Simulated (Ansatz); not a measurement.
# A series in volume scale on HfC

All results are calculated (Ansatz 0.2.0). Periodic Kohn-Sham DFT of a crystal at fixed atoms, scaled to volume_scale times the given cell; pressure positive in compression, energy less spherical unpolarised free atoms, largest_vzz the field gradient of largest size among the nuclei.

The cell before it is scaled or strained (space group Fm-3m, No. 225):
```
cell vectors (Å)
   0.0000     2.3250     2.3250
   2.3250     0.0000     2.3250
   2.3250     2.3250     0.0000
atoms (fractions of the cell vectors)
Hf  0.50000  0.50000  0.50000
C   0.00000  0.00000  0.00000
```

Settings of every row: method all-electron LAPW; functional LDA; relativity scalar; k mesh 12x12x12; filling fermi-dirac; smearing width 0.05 eV; basis error target 0.25 meV/atom; nucleus gaussian.

Atom start moment: 0 on all atoms.

Limits: no spin-orbit coupling on heavy atoms.

```
row  volume scale  V (Å³/atom)  pressure (GPa)  energy less free atoms (eV/atom)
  1          0.94       11.814            3.27                          -10.1551
  2          0.96       12.065               ?                                 ?
  3          0.98       12.317          -7.271                          -10.1483
  4          0.99       12.442          -9.582                          -10.1417
  5             1       12.568         -11.777                          -10.1333
  6          1.01       12.694          -13.86                          -10.1232
  7          1.02       12.819         -15.838                          -10.1116
  8          1.04       13.071         -19.496                          -10.0838
  9          1.06       13.322          -22.79                          -10.0506
```

Question: what pressure and energy less free atoms should row 2 give?

Worked fit of pressure. Take u = (V_r/V)^(2/3) − 1 with V_r = 12.631 Å³ an atom, which is twice the finite (Eulerian) strain; such expansions in the strain, on which the Birch-Murnaghan equation of state is built, carry the rest volume and the bulk modulus. The shown rows have u = 0.04559, 0.01692, 0.0101, 0.00334, -0.00331, -0.0098, -0.02257, -0.03489. Least squares give pressure = −12.8358 + 314.627 × u + 846.52 × u² GPa; a straight line predicts inner rows, each left out in turn, worse (root mean square 0.44 against 0.0087 GPa). The rows lie off it by 0.003, -0.001, -0.010, -0.001, 0.008, 0.000, 0.010, -0.007 (root mean square 0.0064 GPa). The pressure vanishes at u = 0.0371, or V = 11.96 Å³ an atom, and there the bulk modulus at fixed shape and fractions is B = −V dP/dV = (2/3)(1 + u) dP/du = 261 GPa. The withheld row has u = 0.03104, so the fit gives −12.8358 + 314.627 × (0.03104) + 846.52 × (0.03104)² = -2.254 GPa.

The calculation gave -2.272 GPa. The fit lies 0.018 GPa (0.069 % of the column's range) above it; its largest miss of a shown row is 0.010 GPa.

Worked fit of energy less free atoms. Take u = (V_r/V)^(2/3) − 1 with V_r = 12.631 Å³ an atom, which is twice the finite (Eulerian) strain; such expansions in the strain, on which the Birch-Murnaghan equation of state is built, carry the rest volume and the bulk modulus. The shown rows have u = 0.04559, 0.01692, 0.0101, 0.00334, -0.00331, -0.0098, -0.02257, -0.03489. Least squares give energy less free atoms = −10.12846 − 1.5175 × u + 20.466 × u² eV/atom; a straight line predicts inner rows, each left out in turn, worse (root mean square 0.011 against 2e-05 eV/atom). All shown rows lie on it to the printed digit. Its lowest point lies at u = 0.0371, or V = 11.96 Å³ an atom, and the curvature there gives the bulk modulus at fixed shape and fractions, B = (4/9)(1 + u)² E″(u)/V = 262 GPa. The withheld row has u = 0.03104, so the fit gives −10.12846 − 1.5175 × (0.03104) + 20.466 × (0.03104)² = -10.1558 eV/atom.

The calculation gave -10.1558 eV/atom. The fit meets it to the printed digit.
